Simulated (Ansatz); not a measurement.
## CuS: the change of energy above lowest point with volume scale

Free energy against uniform scaling of the volume at fixed shape and fractions; periodic cell, basis, potentials, k mesh and filling as listed. The results are calculated, by Ansatz 0.2.0.

The cell before it is scaled or strained (space group Fm-3m, No. 225):
```
CELL_PARAMETERS angstrom
0.00000 2.43990 2.43990
2.43990 0.00000 2.43990
2.43990 2.43990 0.00000
ATOMIC_POSITIONS crystal
Cu 0.00000 0.00000 0.00000
S 0.50000 0.50000 0.50000
```

Settings of every row: functional PBEsol; dispersion none; potentials PAW; wave cutoff 571.44 eV; density cutoff 2285.8 eV; k mesh 10x10x10; k shift 0x0x0; occupations cold; smearing width 0.1 eV; spin none; SCF threshold exponent -10.

Limits: coarse k mesh, up to 40 meV an atom off; odd electron count without spin; the cell comes from a prototype or a list of computed structures and needn't be the stable phase.

| row | volume scale | V (Å³/atom) | energy above lowest point (meV/atom) |
| --- | --- | --- | --- |
| 1 | 0.92 | 13.363 | 6.8 |
| 2 | 0.9467 | 13.751 | 0 |
| 3 | 0.9733 | 14.137 | 2 |
| 4 | 1 | 14.525 | ? |
| 5 | 1.0267 | 14.913 | 27.6 |
| 6 | 1.0533 | 15.299 | 49.1 |
| 7 | 1.08 | 15.687 | 75.2 |

Question: what energy above lowest point should row 4 give?

Worked fit of energy above lowest point. Take u = (V_r/V)^(2/3) − 1 with V_r = 14.525 Å³ an atom, which is twice the finite (Eulerian) strain; such expansions in the strain, on which the Birch-Murnaghan equation of state is built, carry the rest volume and the bulk modulus. The shown rows have u = 0.05716, 0.03718, 0.01821, -0.01742, -0.03402, -0.05001. Least squares give energy above lowest point = 11.6 − 729.4 × u + 11059 × u² + 4107 × u³ meV/atom; a parabola predicts inner rows, each left out in turn, worse (root mean square 0.22 against 0.07 meV/atom). All shown rows lie on it to the printed digit. Its lowest point lies at u = 0.0324, or V = 13.85 Å³ an atom, and the curvature there gives the bulk modulus at fixed shape and fractions, B = (4/9)(1 + u)² E″(u)/V = 126 GPa. The withheld row has u = 0, so the fit gives 11.6 − 729.4 × (0) + 11059 × (0)² + 4107 × (0)³ = 11.6 meV/atom.

The calculation gave 11.6 meV/atom. The fit meets it to the printed digit.
